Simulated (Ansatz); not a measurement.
A series in volume scale on Bi2Te3

All results are calculated (Ansatz 0.2.0). Free energy against uniform scaling of the volume at fixed shape and fractions; periodic cell, basis, potentials, k mesh and filling as listed.

The cell before it is scaled or strained (space group R-3m, No. 166):
```
CELL_PARAMETERS angstrom
2.19300 1.26610 10.16570
-2.19300 1.26610 10.16570
0.00000 -2.53230 10.16570
ATOMIC_POSITIONS crystal
Bi 0.40000 0.40000 0.40000
Bi 0.60000 0.60000 0.60000
Te 0.00000 0.00000 0.00000
Te 0.20950 0.20950 0.20950
Te 0.79050 0.79050 0.79050
```

Settings of every row: functional PBE; dispersion D4; potentials PAW; wave cutoff 500 eV; density cutoff 2000 eV; k mesh 6x6x6; k shift 0x0x0; occupations fixed; smearing width 0 eV; spin none.

Limits: a layered crystal: even scaling strains the bonds within the layers, so this curve is stiffer than the crystal under pressure; coarse k mesh, up to 40 meV an atom off; no spin-orbit coupling, which can matter with elements this heavy.

```csv
row,volume scale,V (Å³/atom),pressure (GPa),energy above lowest point (meV/atom)
1,0.94,31.839,?,?
2,0.96,32.517,1.95,6.4
3,0.98,33.194,0.73,0.7
4,1,33.872,-0.36,0
5,1.02,34.549,-1.33,3.6
6,1.04,35.227,-2.2,11.1
7,1.06,35.904,-2.97,22
```

Question: what pressure and energy above lowest point should row 1 give?

Worked fit of pressure. Take u = (V_r/V)^(2/3) − 1 with V_r = 34.21 Å³ an atom, which is twice the finite (Eulerian) strain; such expansions in the strain, on which the Birch-Murnaghan equation of state is built, carry the rest volume and the bulk modulus. The shown rows have u = 0.03442, 0.0203, 0.00664, -0.00655, -0.01934, -0.03171. Least squares give pressure = −0.859 + 73.75 × u + 227.1 × u² GPa; a straight line predicts inner rows, each left out in turn, worse (root mean square 0.095 against 0.0023 GPa). All shown rows lie on it to the printed digit. The pressure vanishes at u = 0.0113, or V = 33.64 Å³ an atom, and there the bulk modulus at fixed shape and fractions is B = −V dP/dV = (2/3)(1 + u) dP/du = 53.2 GPa. Letting shape and atoms relax would as a rule lower it, by much in layered, chain or molecular crystals. The withheld row has u = 0.04905, so the fit gives −0.859 + 73.75 × (0.04905) + 227.1 × (0.04905)² = 3.30 GPa.

The calculation gave 3.31 GPa. The fit lies 0.01 GPa (0.16 % of the column's range) below it, one unit of the last digit. This row lies beyond the range of the fit.

Worked fit of energy above lowest point. Take u = (V_r/V)^(2/3) − 1 with V_r = 34.21 Å³ an atom, which is twice the finite (Eulerian) strain; such expansions in the strain, on which the Birch-Murnaghan equation of state is built, carry the rest volume and the bulk modulus. The shown rows have u = 0.03442, 0.0203, 0.00664, -0.00655, -0.01934, -0.03171. Least squares give energy above lowest point = 1.28 − 276.4 × u + 12109 × u² + 6988 × u³ meV/atom; a parabola predicts inner rows, each left out in turn, worse (root mean square 0.083 against 0.029 meV/atom). All shown rows lie on it to the printed digit. The withheld row has u = 0.04905, so the fit gives 1.28 − 276.4 × (0.04905) + 12109 × (0.04905)² + 6988 × (0.04905)³ = 17.7 meV/atom.

The calculation gave 17.4 meV/atom. The fit lies 0.3 meV/atom (1.7 % of the value, 1.4 % of the column's range) above it; its largest miss of a shown row is 0.0 meV/atom. This row lies beyond the range of the fit.
